The quantity I want to take apart today is the recoil correction of order $m\alpha^5\,m/M$ to the $1s^2\,{}^1S$ ground level of Li$^+$, as it enters the $^6$Li--$^7$Li isotope shift. Here $m$ is the electron mass, $M$ the nuclear mass and $Z=3$. Operators are in atomic units, energies are converted to eV, and a level energy is counted from the bare nucleus and two electrons at rest.

\subsection*{The model}

To first order in $m/M$ the Salpeter term is
\begin{equation}
E_S=\frac{m}{M}\,\alpha^3Z^2\left[\Big(\frac{62}{9}-\frac23\ln\alpha-\frac83\beta\Big)D-\frac{7}{6\pi}\,Q\right]E_h ,
\label{eq:S}
\end{equation}
with three parameters of the infinite-mass wave function: $D=\sum_i\langle\delta^3(\mathbf r_i)\rangle$, $Q=\sum_i\langle P(r_i^{-3})\rangle$ and the Bethe logarithm $\beta=\ln k_0$. With $\mathbf p=\sum_i\mathbf p_i$ and the density $\rho_i$ of electron $i$,
\begin{equation}
\beta=\frac{\langle \mathbf p\,(H-E)\ln[2(H-E)]\,\mathbf p\rangle}{2\pi ZD},\qquad
\langle P(r_i^{-3})\rangle=\lim_{a\to0}\left[\int_{r>a}\frac{\rho_i}{r^3}\,d^3r+4\pi\rho_i(0)(\gamma+\ln a)\right].
\end{equation}
So $k_0$ is in rydberg, not divided by $Z^2$, the cut-off $a$ is in bohr, and $\gamma$ is Euler's constant. The denominator of $\beta$ is the sum rule $\langle\mathbf p(H-E)\mathbf p\rangle=2\pi ZD$.

The coefficient of $\beta$ follows quickly. In the centre-of-mass frame the nucleus has momentum $-\mathbf p$, so the dipole current is proportional to $\mathbf p\,(1+Zm/M)$. The soft-photon term $-\frac{4Z}{3}\alpha^3\beta D$ of the Lamb shift is quadratic in the current, and its cross term is $-\frac83Z^2(m/M)\alpha^3\beta D$. I take from the theory that what remains at this order acts between the nucleus and one electron at a time, as an $r^{-3}$ tail and a contact term. Their coefficients are then fixed by the hydrogenic result, which goes back to Salpeter (1952). In units of $(m/M)\alpha^3Z^5E_h/(\pi n^3)$ its part without Bethe logarithm is $-\frac73[l(l+1)(2l+1)]^{-1}$ for $l>0$, and $\langle r^{-3}\rangle=2Z^3/[n^3l(l+1)(2l+1)]$ turns this into $-7/(6\pi)$. For $1s$, $\rho=Z^3e^{-2Zr}/\pi$ gives $D=Z^3/\pi$ and $Q=-4Z^3\ln 2Z$, while $\beta=\ln k_0(1s)+2\ln Z$ with $k_0(1s)$ the hydrogen value. The $\ln Z$ terms combine as $\frac{14}{3}-\frac{16}{3}=-\frac23$, and
\begin{equation}
E_S(1s)=\frac{m}{M}\frac{\alpha^3Z^5}{\pi}\left[\frac{62}{9}+\frac{14}{3}\ln2-\frac23\ln(Z\alpha)-\frac83\ln k_0(1s)\right]E_h ,
\end{equation}
which is the hydrogenic form; this match is what fixes $62/9$.

\subsection*{The data}

Suppose a calculation has left us three energies and not the expectation values behind them. The numbers are made for this exercise and rounded as such output would be, with independent standard uncertainties:
\begin{equation}
F=8367(2)\ \mathrm{eV\,\text{\AA}^{-2}},\qquad L=3.0685(6)\ \mathrm{meV},\qquad S=78.9(2)\ \mathrm{neV}.
\end{equation}
$F$ is the nonrelativistic field-shift coefficient, the change of the level per unit mean-square nuclear radius. $L$ is the electron--nucleus Lamb shift of order $\alpha^3E_h$ at infinite nuclear mass, self-energy plus vacuum polarisation. $S=E_S(^6\mathrm{Li})-E_S(^7\mathrm{Li})$. With $\epsilon=\alpha^3E_h=10.5742\ \mu$eV,
\begin{align}
F&=\frac{2\pi Z}{3}\frac{E_h}{a_0^2}\,D,\\
L&=\frac{4Z}{3}\,\epsilon\,(A_L-\beta)D, & A_L&=\frac{19}{30}-2\ln\alpha=10.4738,\\
S&=Z^2\Delta\,\epsilon\left[\Big(A_S-\frac83\beta\Big)D-\frac{7}{6\pi}Q\right], & A_S&=\frac{62}{9}-\frac23\ln\alpha=10.1691 .
\end{align}
Approximate nuclear masses of 6.01348 u and 7.01436 u are given inputs, and yield $\Delta=m/M_6-m/M_7=1.30169\times10^{-5}$.

\subsection*{The inversion}

I carry unrounded intermediates. The prefactor in $F$ is $610.56$ eV\,\AA$^{-2}$, so
\begin{equation}
D=13.704(3)\,a_0^{-3}=92.48(2)\ \text{\AA}^{-3}.
\end{equation}
Next $\frac{4Z}{3}\epsilon D=579.6\ \mu$eV, so $A_L-\beta=5.2939$. The relative uncertainties of $F$ and $L$, $2.4\times10^{-4}$ and $2.0\times10^{-4}$, add in quadrature in this ratio, and
\begin{equation}
\beta=5.1799(16),\qquad k_0=2417(4)\ \mathrm{eV}.
\end{equation}
For $Q$, eliminate $\beta D=A_LD-3L/(4Z\epsilon)$. Since $A_S-\frac83A_L=\frac{26}{5}+\frac{14}{3}\ln\alpha=-17.761$,
\begin{equation}
Q=\frac{6\pi}{7}\left[\Big(\frac{26}{5}+\frac{14}{3}\ln\alpha\Big)D+\frac{2L}{Z\epsilon}-\frac{S}{Z^2\Delta\,\epsilon}\right].
\label{eq:Q}
\end{equation}
With $Z^2\Delta\,\epsilon=1.2388$ neV the bracket is $-243.40+193.46-63.69=-113.63$, and $6\pi/7=2.6928$. Equation~(\ref{eq:Q}) is linear in the three data, so each uncertainty passes through exactly: $F$, $L$ and $S$ contribute $0.16$, $0.10$ and $0.43$. Hence
\begin{equation}
Q=-306.0(5)\,a_0^{-3}=-2065(3)\ \text{\AA}^{-3}.
\end{equation}

\subsection*{Questions}

\textbf{Is the solution unique?} Yes. The three equations are linear in $D$, $\beta D$ and $Q$, and triangular. The Jacobian determinant is
\begin{equation}
\frac{\partial(F,L,S)}{\partial(D,\beta,Q)}=\frac{28}{27}\,Z^4\epsilon^2\Delta\,D\,\frac{E_h}{a_0^2},
\end{equation}
which vanishes only for equal masses or for a state with no density at the nucleus.

\textbf{Could a third isotope replace $L$?} No. Equation~(\ref{eq:S}) is $1/M$ times one electronic number, so every isotope pair returns the same bracket. At fixed $D$ and $S$ all pairs $(\beta,Q)$ on a line of slope $dQ/d\beta=-\frac{16\pi}{7}D=-98.4\,a_0^{-3}$ fit equally well. More isotopes reduce the scatter of the bracket and leave the line.

\textbf{Why not propagate the uncertainties of $D$ and $\beta$ into $Q$?} One may, with their covariance. A larger $F$ raises $D$ and, at fixed $L$, raises $\beta$. The correlation coefficient is the share of $F$ in the uncertainty of $\beta$, namely $0.77$. Going back to the independent data, as in Eq.~(\ref{eq:Q}), avoids the trap. It also shows where effort pays: $S$ dominates.

\textbf{How can the mean of $1/r^3$ be negative?} It is a finite part. For $S$ states the integral diverges as $-4\pi D\ln a$, and what survives the subtraction depends on the unit in the logarithm. Measuring $a$ in \AA{} would change $Q$ by $4\pi D\ln(a_0/\text{\AA})=-110\,a_0^{-3}$, and the constant $62/9$ would change to compensate. The value in \AA$^{-3}$ above keeps the cut-off in bohr. Only the whole bracket in Eq.~(\ref{eq:S}) is physical.

\textbf{Is $S$ the whole isotope shift at this order?} No, and the rest is as large. The nonrecoil Lamb shift itself depends on $M$. With the reduced mass $\mu$, lengths scale as $m/\mu$ and excitation energies as $\mu/m$, so $D\to(\mu/m)^3D$ and $\beta\to\beta+\ln(\mu/m)$. To first order this gives
\begin{equation}
\Delta\left(-3L+\frac{4Z}{3}\epsilon D\right)=-112\ \mathrm{neV},
\end{equation}
opposite in sign to $S$ and larger. Mass polarisation and the electron--electron QED terms add further pieces that our three data do not determine. Had the scaling term been left inside $S$, the inferred $Q$ would move by $+244\,a_0^{-3}$. A measured shift contains all of this together with much larger nonrelativistic and relativistic recoil terms, which is why the data here are entries of a calculation.

\textbf{What if $L$ and $F$ were not of pure order?} The one-loop electron--nucleus term of the next order is $\pi Z^2\alpha\,(\frac{427}{96}-2\ln2)\,\epsilon D=0.092$ meV. Hidden in $L$, it would bias $\beta$ by $-0.158$ and $Q$ by $+15.5\,a_0^{-3}$, far outside the quoted uncertainties. The relativistic correction to $F$ is of relative order $(Z\alpha)^2\ln(a_0/Zr_N)$. Here $(Z\alpha)^2=4.8\times10^{-4}$, a typical radius $r_N=2.5\times10^{-5}$ \AA{} makes the logarithm $8.9$, and the product is $4\times10^{-3}$, more than ten times the relative uncertainty of $F$. The brackets on $D$, $\beta$ and $Q$ therefore hold only if each datum is exactly the term it is labelled to be.

\textbf{Does $S$ matter for nuclear radii?} Dropping it from this level would mimic a change $S/F=9.4\times10^{-12}$ \AA$^2$ in the difference of mean-square radii. Taking $7\times10^{-11}$ \AA$^2$ as a typical input for that difference in this pair, the field shift of the level is $0.6\ \mu$eV, and $S$ is more than a tenth of it. In a spectral line both enter as differences between two levels, so the same three parameters are needed for each level.